A hybrid calculation of the gap of bulk WS₂ costs far more than a PBE one, so it helps to know how far a pencil correction to the PBE value can replace it. The correction can be large: across the levels of theory compared here, the computed band gap runs from about 1.0 to 2.2 eV. Two additive steps reproduce most of that spread.

Bulk 2H WS₂ (6-atom cell, a = 3.170 Å, c = 12.491 Å), computed with Ansatz 0.2.0 (plane-wave PAW, cutoff 420 eV, or 500 eV for r2SCAN) at the geometry relaxed with r2SCAN+rVV10, without spin polarisation. The k mesh is 6×6×2 for HSE06 and PBE0 and 12×12×2 for the other rows; each gap is the least over the mesh and selected extra k points.

```
level of theory  band gap (eV)  least direct gap (eV)
            PBE          1.047                  1.773
         r2SCAN          1.151                  1.898
          HSE06          1.573                  2.258
        PBE+SOC          0.993                  1.579
           PBE0          2.232                  2.913
```

The band gap is the least energy from a filled state to an empty one, even if their crystal momenta differ; for the least direct gap the two momenta must be the same. The rule for either gap is

$$E \approx E_{\mathrm{PBE}} + S + L .$$

Here $E_{\mathrm{PBE}}$ is the PBE value of the same kind of gap. $S$ stands for a quarter of exact exchange at short range and is added for HSE06 and PBE0. $L$ stands for the same quarter at long range and is added for PBE0 alone.

Both steps open the gap because exact exchange treats filled and empty states differently. An electron in a filled state doesn't repel itself, and exact exchange cancels that self-repulsion; an empty state has none to cancel. PBE uses one common potential for both, so it can't correct the filled states alone. Mixing in exact exchange therefore lowers filled states relative to empty ones.

At long range the size of this effect follows from a limiting case. Suppose that the interaction had the same value $v_0$ over the whole neighbourhood that matters for exchange. Exchange then only asks how much a state overlaps with the filled states. The answer is one for a filled state, which drops by $v_0$, and zero for an empty state, which stays put. The shapes of the orbitals no longer count.

The long-range part of the repulsion, for which HSE06 has only PBE exchange and PBE0 has a quarter of exact exchange, comes close to this limit. In atomic units it is $\mathrm{erf}(\omega r)/r$, where $r$ is the distance between two electrons and $\omega$ sets where long range begins. With the usual $\omega$ of roughly 0.11 per bohr, it falls by only about 27 % from zero distance to 5 Å, roughly twice the W–S bond length. As $r$ goes to zero it tends to $2\omega/\sqrt{\pi}$, and a quarter of that is

$$L = \frac{1}{4}\,\frac{2\omega}{\sqrt{\pi}} \approx 0.031\ \text{hartree} \approx 0.84\ \text{eV}.$$

In return, PBE0 takes out a quarter of the long-range PBE exchange. That potential is common to filled and empty states, and the rule assumes that its removal raises both equally, so that it drops out of the gap.

Short-range exchange does feel the shapes of the orbitals, so no such shortcut gives $S$. It is read from a single value, the HSE06 band gap less the PBE band gap, which makes it 0.53 eV.

For the direct gap in HSE06, which played no part in setting $S$, the rule gives 1.77 + 0.53 = 2.30 eV. The calculation gives 2.26 eV. For the band gap in PBE0, also outside the fit, the rule gives 1.05 + 0.53 + 0.84 = 2.42 eV, against a computed 2.23 eV. The estimate is 8 % above the computed value.

The second example is too high because the computed long-range step is only 0.66 eV. From HSE06 to PBE0 the highest filled level falls by 0.32 eV and the lowest empty level on the mesh rises by 0.34 eV; the limiting case explains why the step is split almost evenly. With a constant interaction, exchange contributes $-v_0/2$ to the energy for each electron, so the PBE exchange potential is $-v_0/2$ for every state. Taking out a quarter of it raises both levels by $L/2$, while exact exchange lowers the filled one by $L$. Theory also supplies one reason why the whole step is smaller than $L$: the tail isn't quite constant, so exact exchange lowers filled states by a little less than $v_0$ and lowers empty ones slightly too. The coarse k mesh of the hybrids, 6×6×2 against 12×12×2 for the other rows, may contribute too, since its spacing in the plane is about as wide as the range of wave vectors in the tail. How much each accounts for is untested. It is safest to treat $L$ as an upper estimate.

Over the whole table, where the PBE values and the HSE06 band gap fit by construction, the rule stays within 0.19 eV for the band gap and 0.23 eV for the direct gap. It has no term for r2SCAN, whose gaps lie 0.10 to 0.13 eV above those of PBE.

The rule also has no term for spin-orbit coupling, which matters for optical work. In PBE it lowers the direct gap by 0.19 eV but the band gap by only 0.05 eV. The direct gap lies at the point K, where the highest filled states are expected to be mainly tungsten 5d, with an orbital moment in each layer; the coupling pushes these levels apart, so the upper one rises. The band gap starts from the centre of the zone, where the highest filled state is expected to be non-degenerate apart from spin, and such a state has no orbital moment to couple to.

In practice, add $S$ to the PBE direct gap for a quick HSE06 value; for the band gap this only returns the HSE06 value from which $S$ was read. Add $L$ only to see how high PBE0 could go. The crystal's own electrons screen the long-range interaction. PBE0 allows for a fourfold weakening, but in solids with a small gap it is usually stronger, which is why PBE0 tends to overestimate their gaps. For a direct optical threshold, start from the HSE06 direct gap and subtract 0.2 eV for spin-orbit coupling, on the assumption that the PBE lowering carries over to the hybrid. The attraction between the excited electron and the hole it leaves, which none of these gaps contains, lowers the threshold further.

If a hybrid band gap is already at hand, take the amount by which it exceeds the PBE band gap and add that to the PBE direct gap; don't scale the direct gap in proportion. For PBE0, adding gives 2.96 eV and scaling 3.78 eV, against a computed 2.91 eV. For a related compound, $L$ can be kept as a first upper estimate, because it contains no property of WS₂. $S$ does depend on the material and needs one new hybrid calculation.
